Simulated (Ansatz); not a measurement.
## A series in volume scale on Cd

Results calculated with Ansatz 0.2.0, not measured. Plane-wave DFT, scalar-relativistic PAW made under PBE with cores redone for the functional, no dispersion; the given relaxed cell is scaled uniformly, energy at zero smearing counts from the unscaled cell, pressure at the given Fermi-Dirac smearing is positive in compression.

The cell before it is scaled or strained (space group Im-3m, No. 229):
```
CELL_PARAMETERS angstrom
-1.74760 1.74760 1.74760
1.74760 -1.74760 1.74760
1.74760 1.74760 -1.74760
ATOMIC_POSITIONS crystal
Cd 0.00000 0.00000 0.00000
```

Settings of every row: spin polarised no; functional PBEsol; wave cutoff 420 eV; smearing width 0.1 eV; k mesh 14x14x14.

Atom starting moment: 0 on all atoms.

Limits: the cell comes from a prototype or a list of computed structures and needn't be the stable phase.

```csv
row,volume scale,V (Å³/atom),pressure (GPa),energy change per atom (meV)
1,0.88,18.787,9.7,66.09
2,0.92,19.641,5.53,26.19
3,0.96,20.495,?,?
4,1.04,22.203,-1.87,5.53
5,1.08,23.057,-3.23,19.43
6,1.12,23.911,-4.22,39.49
```

Question: what pressure should row 3 give?

Worked fit of pressure. Take u = (V_r/V)^(2/3) − 1 with V_r = 22.203 Å³ an atom, which is twice the finite (Eulerian) strain; such expansions in the strain, on which the Birch-Murnaghan equation of state is built, carry the rest volume and the bulk modulus. The shown rows have u = 0.11781, 0.08517, 0, -0.02485, -0.04821. Least squares give pressure = −1.907 + 62.003 × u + 307.01 × u² GPa; a straight line predicts inner rows, each left out in turn, worse (root mean square 0.88 against 0.098 GPa). The rows lie off it by 0.04, -0.07, 0.04, 0.03, -0.04 (root mean square 0.046 GPa). The withheld row has u = 0.05481, so the fit gives −1.907 + 62.003 × (0.05481) + 307.01 × (0.05481)² = 2.41 GPa.

The calculation gave 2.35 GPa. The fit lies 0.06 GPa (2.6 % of the value, 0.43 % of the column's range) above it; its largest miss of a shown row is 0.07 GPa.

The other values of row 3: energy change per atom 5.68 meV.
